In which of these computed silver crystals do atoms sit closest together, and which crystal takes up the most room? The answer to both is the diamond structure. Its contacts are about 9 % shorter than those of dhcp, a close-packed stacking of atomic layers, yet its volume per atom is 63 % larger. Shorter contacts and a bigger crystal do not contradict each other, because contact length and packing are separate things.

Silver in six crystal structures, computed with Ansatz 0.2.0 (LDA, plane waves, scalar-relativistic PAW datasets made for PBE, no spin polarisation; cutoff 420 eV, Fermi-Dirac smearing of 0.1 eV). Energies are extrapolated to zero smearing and count from the lowest one listed; volumes and bulk moduli come from Birch-Murnaghan fits to uniformly scaled cells.

```
        structure  space group of the relaxed cell  neighbours within 15 % of the shortest distance    k mesh  energy above lowest (meV/atom)  neighbour distance (Å)  volume per atom (Å³)  bulk modulus (GPa)
        dhcp (4H)                         P6_3/mmc                                               12   14×14×4                               0                   2.817                 16.03                 138
              hcp                         P6_3/mmc                                               12   14×14×8                               4                   2.827                 16.06                 137
              bcc                            Im-3m                                                8  16×16×16                              40                   2.756                 16.11                 134
omega (AlB2-type)                           P6/mmm                                               14    9×9×13                              76                   2.728                 16.34                 132
     simple cubic                            Pm-3m                                                6  13×13×13                             410                   2.647                 18.55                 104
          diamond                            Fd-3m                                                4  10×10×10                            1053                   2.568                 26.07                52.2
```

How can shorter contacts go with a larger volume? The volume per atom is the cube of the contact length times a factor that depends only on the arrangement, and this factor is more than twice as large for diamond as for close packing. Had diamond kept the contact length of dhcp, it would need 34.9 Å³ per atom; the shortening brings this down to 26.1 Å³. In bcc the packing is only slightly looser, and the shortening almost cancels it. Its volume therefore ends up within 1 % of that of dhcp.

Why do contacts shorten when an atom has fewer neighbours? Two effects compete, and they count neighbours differently. Repulsion between atoms adds up pair by pair, so twice the neighbours means twice the repulsion. Bonding comes from electrons that spread over the neighbours, and its energy follows the width of the resulting band, which grows only as the square root of the number of neighbours. An atom that loses neighbours thus sheds repulsion faster than bonding, and the remaining neighbours can be drawn in until the two balance again.

This is the second-moment picture of metallic bonding. It was derived for metals with a partly filled d band, so for silver, whose d band is full, it serves as a model and not as a proof. It gives a simple rule. Let Z be the number of nearest neighbours and d their distance. Let repulsion and bonding decay exponentially with distance at the rates p and q, where p is the larger, and let A and B set their strengths. The energy per atom is then

E = A Z exp(−p d) − B √Z exp(−q d)

At the best distance the slope of E is zero, so

exp[(p − q) d] = √Z · p A / (q B)

Taking the logarithm shows that d depends on Z through the term ln Z / (2(p − q)): each halving of the neighbours shortens the contacts by the same amount.

How well does the rule work for silver? A least-squares line through all six rows, with mean contact lengths, gives

d = 2.845 Å + 0.257 Å · ln(Z/12)

For diamond, Z is 4 and ln(4/12) is −1.10, so the estimate is 2.845 − 0.283 = 2.562 Å. The calculation gives 2.568 Å, though this row helped to fix the line. The typical miss over the six rows is 0.016 Å. The rows show that contacts shorten as neighbours are lost, but they do not single out the logarithm, since a straight line in Z would also come close. The constants are uncertain too: rough recalled decay rates for ordinary fcc silver give a shortening of 0.12 Å per halving, where the line gives 0.18 Å.

Can the number of neighbours in the table be used as it stands? For most rows it can, but two need a closer look. In bcc, six more atoms sit only just beyond the 15 % limit, so the environment is fuller than the 8 suggests. The omega structure has two kinds of site, and the printed 14 and 2.728 Å belong to only one of them. Averaged over the cell, an omega atom has 12 near neighbours, at distances from 2.63 to 2.96 Å, and it is this average that enters the line above.

Is a silver crystal with shorter contacts also harder to compress? It is not: simple cubic and diamond have the shortest contacts on average and also the lowest bulk moduli, and diamond is 2.6 times softer than dhcp. One can assign the whole resistance to springs between nearest neighbours. The stiffness per contact then comes out at 2.6 eV/Å² for dhcp and 5.8 eV/Å² for diamond. Each contact in diamond is therefore about twice as stiff, but there are only a third as many per atom, spread through a larger volume. Stiffness per bond and stiffness per volume can thus run in opposite directions.

Why does the energy rise so little at first and so steeply at the end? The square root explains part of it, because the first neighbours lost cost less than the last ones. By the square root of the neighbour count alone, however, the rise to diamond should be only 1.4 times the rise to simple cubic. The calculation gives 1053 and 410 meV, a ratio of 2.6. The neighbour count alone must miss something: simple cubic may be held together better than its six nearest neighbours suggest, diamond worse than its four do, or the close-packed crystal less well than its twelve do.

A likely part of the answer lies in the next shell of atoms. Simple cubic and diamond both have twelve second neighbours, but these sit at 3.74 Å in the first and at 4.19 Å in the second. Bonding fades with distance more slowly than repulsion, so atoms at this range still add some bonding and hardly any repulsion. Simple cubic gains more from them because they are closer. In bcc the effect is larger still, since its second neighbours lie only 15.5 % beyond the first.

This can be tested by summing bonding and repulsion over nearest and next neighbours at the computed distances. The decay rates are the recalled ones, about 11 for repulsion and 3.1 for bonding, each divided by the contact length of dhcp. The balance between the two terms is set so that the close-packed crystal is at rest. One energy scale is then fitted by least squares to the four rows that are not close-packed, and it comes out at 3.8 eV. This scale belongs to the model and should not be read as a computed binding energy.

With the outer atoms included, the model puts these four structures in the right order and gives bcc a rise of 76 meV, against 40 meV in the table. With nearest neighbours alone, and the scale fitted afresh, bcc comes out at 332 meV. Omega, which has twelve near neighbours on average, depends little on the outer shell: the model gives 100 meV with it and 79 meV without it, against 76 meV in the table, and the change comes from refitting the energy scale. The comparison supports a role for the outer shell, above all in bcc. Even so, the ratio of the diamond rise to the simple cubic rise reaches only 2.1, so part of the difference between these two structures remains unexplained. Bonding that levels off faster than the square root at high neighbour counts could also contribute, and this test does not rule it out.

Why, then, does silicon choose the diamond structure when silver avoids it? Silicon has four valence electrons per atom, just enough to fill the bonding states of four directed bonds and leave the antibonding states empty. Silver has a filled d shell and a single s electron, which gains most by spreading over many neighbours. Forced into the diamond arrangement, silver remains a metal in this calculation, with overlapping bands. A small number of neighbours pays off best when the electrons can fill the few bonds completely.

Which digits can be trusted? The steps of hundreds of meV to simple cubic and diamond are large enough for their order to be safe, though not their last digits. The 4 meV between dhcp and hcp is another matter. The two stackings share the same nearest and next neighbours, so the model sees practically no difference between them. The stresses left in the two cell shapes were not compared, so it is open whether fuller relaxation would widen or narrow the gap. The table also holds only one k mesh for each crystal, and a difference of a few meV can depend on the mesh, so the order of these two rows is tentative. The bulk moduli of 138 and 137 GPa come from fits with the cell shape held fixed and should be read as equal.

What would change with another functional? The local-density approximation is known to make silver too compact and too stiff, and here it ran on atomic datasets made for a different functional, PBE. A gradient-corrected functional such as PBE would be expected to lengthen the contacts and lower the bulk moduli. An error shared by all structures cancels in the energy differences, but close-packed and open crystals need not share it equally. The absolute volumes and moduli thus deserve more caution than the broad trend.

Could silver actually be made in the simple cubic or diamond form? An energy minimum under uniform stretching does not settle this, because each crystal was held in its symmetry. A slight shear or a shift of the atoms might let it slide downhill towards closer packing. Computing the vibrations of the open structures would show whether any small distortion lowers the energy. If none does, such a crystal might persist once formed, but a way to form it would still have to be found.
